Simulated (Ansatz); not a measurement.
**SiNH3 (SMILES [N][SiH3]): the energy, rung by rung**

The species is SiNH3 (5 atoms), meant as a triplet with charge 0. SMILES: `[N][SiH3]`. Geometry: relaxed at GFN2-xTB.

| atom | x (Å) | y (Å) | z (Å) |
| --- | --- | --- | --- |
| N | -1.5366 | 0.3343 | 0.4795 |
| Si | 0.0102 | -0.0023 | -0.0038 |
| H | 0.0649 | -0.3132 | -1.4454 |
| H | 0.5551 | -1.1630 | 0.7272 |
| H | 0.9063 | 1.1442 | 0.2425 |

Each level gives the energy change with the Si2–H3 bond stretched from 1.476 to 1.845 Å (eV). The values are calculated.

```tsv
level	kind	program	value (eV)	less FCI/STO-3G
UHF/STO-3G	Hartree–Fock	Ansatz	1.57	+0.42
UBLYP/STO-3G	GGA	Ansatz	1.00	-0.15
U-r2SCAN/STO-3G	meta-GGA	Ansatz	1.15	0.00
UBHLYP/STO-3G	global hybrid	Ansatz	1.36	+0.21
UPBE0/STO-3G	global hybrid	Ansatz	1.22	+0.07
UHSE06/STO-3G	range-separated hybrid	Ansatz	1.21	+0.06
UB2PLYP/STO-3G	double hybrid	Ansatz	1.26	+0.11
UMP2/STO-3G	perturbation theory	Ansatz	1.38	+0.23
UCCSDTQ/STO-3G	coupled cluster or CI	Ansatz	1.15	0.00
FCI/STO-3G	exact in the basis	Ansatz	1.15	0.00
```

FCI/STO-3G is exact within its basis and frozen core, so for wave-function methods in that basis the difference is their error; functionals converge differently with the basis, so for them it is only a difference. The first shape isn't each level's own minimum. The values span 1.00 to 1.57 eV. All rows use very small basis sets, so even the best lies far from the true value.

Stretching the Si–H bond costs too much energy in Hartree–Fock, 0.42 eV above the exact result in this basis. As the bond lengthens, the σ–σ* gap narrows and left-right correlation between the bonding electrons grows, so a mean-field description misses more energy at the stretched geometry than at the starting one. Second-order perturbation theory recovers a little under half of this differential correlation, while coupled cluster through quadruples matches full CI to the printed precision.

Among the functionals, going from BLYP to BHLYP raises the cost from 1.00 to 1.36 eV, consistent with exact exchange penalising the stretched bond. PBE0 and HSE06 nearly coincide, which suggests that long-range exchange matters little for so local a distortion. The agreement of r2SCAN with full CI is probably fortuitous and doesn't establish it as the most accurate functional for this bond. A single partly stretched geometry also doesn't give the Si–H dissociation energy.
